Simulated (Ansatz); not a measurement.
# Sn: energy above lowest point against volume scale

All results are calculated (Ansatz 0.2.0). Free energy against uniform scaling of the volume at fixed shape and fractions; periodic cell, basis, potentials, k mesh and filling as listed.

The cell before it is scaled or strained (space group I4/mmm, No. 139):
```
CELL_PARAMETERS angstrom
-1.59080 1.59080 2.91560
1.59080 -1.59080 2.91560
1.59080 1.59080 -2.91560
ATOMIC_POSITIONS crystal
Sn 0.00000 0.00000 0.00000
```

Settings of every row: functional PBEsol; dispersion none; potentials all-electron LAPW; k mesh 13x13x13; k shift 0x0x0; occupations gaussian; smearing width 0.1 eV; spin none.

Limits: coarse k mesh, up to 40 meV an atom off; minimum outside the range.

```
row  volume scale  V (Å³/atom)  energy above lowest point (meV/atom)
  1          0.94       27.743                                     0
  2          0.96       28.333                                   8.1
  3          0.98       28.923                                     ?
  4             1       29.513                                  33.3
  5          1.02       30.104                                  49.5
  6          1.04       30.694                                  67.8
  7          1.06       31.284                                  87.8
```

Question: what energy above lowest point should row 3 give?

Worked fit of energy above lowest point. Take u = (V_r/V)^(2/3) − 1 with V_r = 29.809 Å³ an atom, which is twice the finite (Eulerian) strain; such expansions in the strain, on which the Birch-Murnaghan equation of state is built, carry the rest volume and the bulk modulus. The shown rows have u = 0.04905, 0.03444, 0.00668, -0.00654, -0.01932, -0.03168. Least squares give energy above lowest point = 41.14 − 1232.1 × u + 7758 × u² + 5252 × u³ meV/atom; a parabola predicts inner rows, each left out in turn, worse (root mean square 0.11 against 0.07 meV/atom). All shown rows lie on it to the printed digit. The withheld row has u = 0.02032, so the fit gives 41.14 − 1232.1 × (0.02032) + 7758 × (0.02032)² + 5252 × (0.02032)³ = 19.4 meV/atom.

The calculation gave 19.4 meV/atom. The fit meets it to the printed digit.
